**Where H₂B–BH–NH₂ gives and takes an electron**

The table holds Hirshfeld-condensed Fukui functions $f^-$ and $f^+$ for the eight atoms of twisted H₂B–BH–NH₂, from vertical ions at PBE0/aug-cc-pVDZ (PySCF) on a GFN2-xTB geometry. The program compares them with frozen HOMO and LUMO shares, with the spin populations $s$ of the ions, and with a one-parameter screening form $f = (1-\lambda)s + \lambda/8$ fitted to all atoms. The cation's spin follows the HOMO (0.029 e moved between atoms), and relaxation of the other electrons moves a further 0.246 e, refilling B2 more than B1. The anion's spin departs from the LUMO by 0.217 e, mostly towards H7 and H8. The screening form lowers the rms misfits to 0.016 e and 0.010 e but reverses the order of the borons in $f^-$. A trapezoid estimate puts the anion's top level near $+1.5$ eV, in line with the warning of the run, so $f^+$ beyond the lead of B1 is provisional.

Hirshfeld-condensed Fukui functions of the atoms in H₂B–BH–NH₂, computed with PySCF 2.14.0 at the PBE0/aug-cc-pVDZ level. The neutral molecule is a singlet and the cation and anion are doublets, all at the same GFN2-xTB geometry.

## Script

```python
# Table: Hirshfeld-condensed Fukui functions f- and f+ (e) of H2B-BH-NH2, PySCF PBE0/aug-cc-pVDZ, GFN2-xTB geometry.
# Tested: f = frozen HOMO/LUMO share; f = spin population s of the ion; f = (1-L)*s + L/8 (screening, one parameter).
T = {
    'row': [1, 2, 3, 4, 5, 6, 7, 8],
    'fukui_minus': [0.225, 0.188, 0.08, 0.106, 0.107, 0.162, 0.071, 0.061],  # e
    'computed_element': ['B', 'B', 'N', 'H', 'H', 'H', 'H', 'H'],
    'fukui_plus': [0.313, 0.119, 0.063, 0.087, 0.087, 0.061, 0.125, 0.146],  # e
}
import numpy as np
lab = [f"{e}{int(r)}" for e, r in zip(T["computed_element"], T["row"])]
fm, fp = np.array(T["fukui_minus"], float), np.array(T["fukui_plus"], float)
# further outputs of the same runs (typed in, less well vetted than the table)
homo = np.array([0.323, 0.326, 0.057, 0.058, 0.059, 0.139, 0.023, 0.016])
lumo = np.array([0.573, 0.114, 0.037, 0.087, 0.087, 0.039, 0.020, 0.043])
sc = np.array([0.325, 0.335, 0.036, 0.055, 0.056, 0.157, 0.022, 0.015])
sa = np.array([0.418, 0.116, 0.064, 0.060, 0.060, 0.031, 0.106, 0.145])
q0 = np.array([0.089, 0.060, -0.236, -0.057, -0.057, -0.059, 0.131, 0.128])
eH, eL, IE, EA, negc, nega = -7.987, -1.615, 10.418, 0.047, 0.162, 0.105
X = np.array([[-1.52, .16, 0], [0, -.49, 0], [1.19, .22, 0], [-2.12, .37, .99],
              [-2.12, .37, -.99], [.13, -1.67, 0], [2.10, -.20, 0], [1.25, 1.23, 0]])
n = len(fm)
rms = lambda r: float(np.sqrt(np.mean(r**2)))
half = lambda a, b: float(np.abs(a - b).sum() / 2)
def lam(f, s, m):
    x = s[m] - 1 / n
    return float(-np.dot(f[m] - s[m], x) / np.dot(x, x))
print(f"sums: f- {fm.sum():.3f} e, f+ {fp.sum():.3f} e; rounding 0.0005 e per value, 0.001 e per difference")
Ls = []
for name, f, o, s, on in (("f-", fm, homo, sc, "HOMO"), ("f+", fp, lumo, sa, "LUMO")):
    L = lam(f, s, np.ones(n, bool))
    Ls.append(L)
    mod = (1 - L) * s + L / n
    print(f"atom    {name}   {on}   spin  f-orbital  spin-orbital  f-spin  f-screened (all e)")
    for i in range(n):
        print(f"{lab[i]:3s} {f[i]:6.3f} {o[i]:6.3f} {s[i]:6.3f}   {f[i]-o[i]:+.3f}      {s[i]-o[i]:+.3f}      {f[i]-s[i]:+.3f}   {f[i]-mod[i]:+.3f}")
    out = []
    for mn, p in ((on, o), ("spin", s), ("screened", mod)):
        r = f - p
        k = int(np.argmax(np.abs(r)))
        out.append(f"{mn} {rms(r):.3f} ({lab[k]} {r[k]:+.3f})")
    print(f"{name} rms misfit in e (worst atom): " + ", ".join(out))
    print(f"{name} screening L = {L:.2f}; fitted without B1 {lam(f, s, np.arange(n) != 0):.2f}")
    print(f"{name} charge moved between atoms: orbital to spin {half(o, s):.3f}, spin to f {half(s, f):.3f}, orbital to f {half(o, f):.3f} e")
print("group sums (e):   f-   HOMO  cation spin |  f+   LUMO  anion spin")
for g, ix in (("BH2 (1,4,5)", [0, 3, 4]), ("BH (2,6)", [1, 5]), ("NH2 (3,7,8)", [2, 6, 7])):
    v = [a[ix].sum() for a in (fm, homo, sc, fp, lumo, sa)]
    print(f"{g:12s} {v[0]:6.3f} {v[1]:6.3f} {v[2]:6.3f}   | {v[3]:6.3f} {v[4]:6.3f} {v[5]:6.3f}")
print("f+ minus f- (e): " + " ".join(f"{l} {d:+.3f}" for l, d in zip(lab, fp - fm)))
print(f"B1 minus B2: f- {fm[0]-fm[1]:+.3f}, HOMO {homo[0]-homo[1]:+.3f}, cation spin {sc[0]-sc[1]:+.3f} e")
print(f"B1+B2: f- {fm[:2].sum():.3f}, HOMO {homo[:2].sum():.3f}, spin {sc[:2].sum():.3f} e; all five H: f- {fm[3:].sum():.3f}, f+ {fp[3:].sum():.3f} e")
print(f"H7+H8: f+ {fp[6:].sum():.3f}, LUMO {lumo[6:].sum():.3f}, anion spin {sa[6:].sum():.3f} e")
print(f"ratios: f- B1/N {fm[0]/fm[2]:.1f}; f+ B1/B2 {fp[0]/fp[1]:.1f}; f+ B1/H8 {fp[0]/fp[7]:.1f}")
cc = lambda a, b: np.corrcoef(a, b)[0, 1]
print(f"correlation of f- with neutral charge {cc(fm, q0):+.2f}, with HOMO {cc(fm, homo):+.2f}; charge on N {q0[2]:+.3f} e")
d = lambda i, j: np.linalg.norm(X[i] - X[j])
print(f"distances (A): B1-B2 {d(0,1):.2f}, B2-N3 {d(1,2):.2f}, B1-H6 {d(0,5):.2f}, B1-H7 {d(0,6):.2f}, B1-H8 {d(0,7):.2f}")
print(f"negative part of density difference: cation {negc:.3f} e, anion {nega:.3f} e (an orbital density has none)")
print(f"IE {IE:.3f} eV, -HOMO {-eH:.3f} eV, IE minus (-HOMO) {IE+eH:+.3f} eV")
print(f"EA {EA:.3f} eV, -LUMO {-eL:.3f} eV, EA minus (-LUMO) {EA+eL:+.3f} eV")
print(f"IE-EA {IE-EA:.3f} eV, orbital gap {eL-eH:.3f} eV, difference {IE-EA-(eL-eH):.3f} eV")
eA = -2 * EA - eL
print(f"trapezoid estimate of the anion's top occupied level: {eA:+.1f} eV (run reports it positive)")
assert np.argmax(fm) == 0 and np.argmax(fp) == 0 and abs(fm.sum() - 1) < 0.004 and abs(fp.sum() - 1) < 0.004
assert half(homo, sc) < 0.05 and half(lumo, sa) > 0.15
assert (fm - sc)[1] < (fm - sc)[0] < 0 and all(0 < L < 1 for L in Ls)
assert eA > 0
```

Output:

```
sums: f- 1.000 e, f+ 1.001 e; rounding 0.0005 e per value, 0.001 e per difference
atom    f-   HOMO   spin  f-orbital  spin-orbital  f-spin  f-screened (all e)
B1   0.225  0.323  0.325   -0.098      +0.002      -0.100   +0.015
B2   0.188  0.326  0.335   -0.138      +0.009      -0.147   -0.027
N3   0.080  0.057  0.036   +0.023      -0.021      +0.044   -0.007
H4   0.106  0.058  0.055   +0.048      -0.003      +0.051   +0.011
H5   0.107  0.059  0.056   +0.048      -0.003      +0.051   +0.011
H6   0.162  0.139  0.157   +0.023      +0.018      +0.005   +0.023
H7   0.071  0.023  0.022   +0.048      -0.001      +0.049   -0.010
H8   0.061  0.016  0.015   +0.045      -0.001      +0.046   -0.017
f- rms misfit in e (worst atom): HOMO 0.070 (B2 -0.138), spin 0.074 (B2 -0.147), screened 0.016 (B2 -0.027)
f- screening L = 0.57; fitted without B1 0.61
f- charge moved between atoms: orbital to spin 0.029, spin to f 0.246, orbital to f 0.235 e
atom    f+   LUMO   spin  f-orbital  spin-orbital  f-spin  f-screened (all e)
B1   0.313  0.573  0.418   -0.260      -0.155      -0.105   -0.003
B2   0.119  0.114  0.116   +0.005      +0.002      +0.003   -0.000
N3   0.063  0.037  0.064   +0.026      +0.027      -0.001   -0.022
H4   0.087  0.087  0.060   +0.000      -0.027      +0.027   +0.004
H5   0.087  0.087  0.060   +0.000      -0.027      +0.027   +0.004
H6   0.061  0.039  0.031   +0.022      -0.008      +0.030   -0.003
H7   0.125  0.020  0.106   +0.105      +0.086      +0.019   +0.012
H8   0.146  0.043  0.145   +0.103      +0.102      +0.001   +0.008
f+ rms misfit in e (worst atom): LUMO 0.106 (B1 -0.260), spin 0.041 (B1 -0.105), screened 0.010 (N3 -0.022)
f+ screening L = 0.35; fitted without B1 0.30
f+ charge moved between atoms: orbital to spin 0.217, spin to f 0.106, orbital to f 0.260 e
group sums (e):   f-   HOMO  cation spin |  f+   LUMO  anion spin
BH2 (1,4,5)   0.438  0.440  0.436   |  0.487  0.747  0.538
BH (2,6)      0.350  0.465  0.492   |  0.180  0.153  0.147
NH2 (3,7,8)   0.212  0.096  0.073   |  0.334  0.100  0.315
f+ minus f- (e): B1 +0.088 B2 -0.069 N3 -0.017 H4 -0.019 H5 -0.020 H6 -0.101 H7 +0.054 H8 +0.085
B1 minus B2: f- +0.037, HOMO -0.003, cation spin -0.010 e
B1+B2: f- 0.413, HOMO 0.649, spin 0.660 e; all five H: f- 0.507, f+ 0.506 e
H7+H8: f+ 0.271, LUMO 0.063, anion spin 0.251 e
ratios: f- B1/N 2.8; f+ B1/B2 2.6; f+ B1/H8 2.1
correlation of f- with neutral charge +0.15, with HOMO +0.95; charge on N -0.236 e
distances (A): B1-B2 1.65, B2-N3 1.39, B1-H6 2.46, B1-H7 3.64, B1-H8 2.97
negative part of density difference: cation 0.162 e, anion 0.105 e (an orbital density has none)
IE 10.418 eV, -HOMO 7.987 eV, IE minus (-HOMO) +2.431 eV
EA 0.047 eV, -LUMO 1.615 eV, EA minus (-LUMO) -1.568 eV
IE-EA 10.371 eV, orbital gap 6.372 eV, difference 3.999 eV
trapezoid estimate of the anion's top occupied level: +1.5 eV (run reports it positive)
```
